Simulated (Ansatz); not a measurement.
**Abstraction of Cl: C2H5AlCl2 + C2H3O → C2H5AlCl + C2H3ClO**

Species: C2H5AlCl2 (ethylaluminum dichloride) `C[CH2][Al]([Cl])[Cl]`, singlet; C2H3O (acetyl radical) `C[C]=O`, doublet; C2H5AlCl `C[CH2][Al][Cl]`, doublet; C2H3ClO (acetyl chloride) `CC(=O)Cl`, singlet. A radical takes Cl: the energy is the difference in strength between the Al–Cl bond broken and the C–Cl bond made.

Shapes, held fixed at every level: PBE0-D4/def2-TZVP. Flexible molecules stand in one conformer, not always the lowest. Programs: Ansatz 0.2.0. Electronic energies: no zero-point or thermal term.

Task: Estimate ΔE of this reaction.

Result: The highest level, CCSD(T)/CBS estimate, gives ΔE = +146.8 kJ/mol; the levels span +111.3 to +153.1. The column of differences is taken from that level and isn't an error. No measured value is set beside it here. Open shells run unrestricted. The CBS estimate extrapolates MP2 from def2-TZVPP and def2-QZVPP and adds CCSD(T) − MP2 in the triple-zeta set, cores frozen.

```csv
level,kind,ΔE (kJ/mol),less CCSD(T)/CBS estimate
MP2/def2-TZVPP,perturbation theory,+138.4,-8.4
PBE-D4/def2-TZVPP,GGA,+111.3,-35.5
BHLYP-D4/def2-TZVPP,global hybrid,+153.1,+6.3
PBE0-D4/def2-TZVPP,global hybrid,+126.1,-20.7
wB97M-V/def2-TZVPP,range-separated hybrid,+147.2,+0.4
CCSD/def2-SVP,coupled cluster or CI,+151.3,+4.5
CCSD/def2-TZVPP,coupled cluster or CI,+150.9,+4.1
CCSD(T)/CBS estimate,coupled cluster or CI,+146.8,0.0
```

Chlorine transfer from aluminium to the acetyl radical is strongly uphill at every level, with +146.8 kJ/mol at the highest, so the Al–Cl bond broken is much stronger than the acyl C–Cl bond formed. The large electronegativity difference gives Al–Cl a strongly ionic character, and chlorine lone-pair donation into the formally empty aluminium 3p orbital probably adds to its strength. Abstraction also takes aluminium from its preferred trivalent state to an Al(II) radical, whereas the C–Cl bond is less polar and the acetyl radical is itself stabilised by delocalisation over the carbonyl group.

The sign is secure, but the size depends on the functional: PBE-D4 and PBE0-D4 make the reaction too easy relative to the coupled-cluster reference, while BHLYP-D4 slightly overshoots, possibly reflecting their different shares of exact exchange. The close match of wB97M-V for this one reaction doesn't establish similar accuracy for other Al–Cl cleavages. In reverse, chlorine abstraction from acetyl chloride by the aluminium radical is energetically favourable, though its rate would depend on a barrier not computed here.
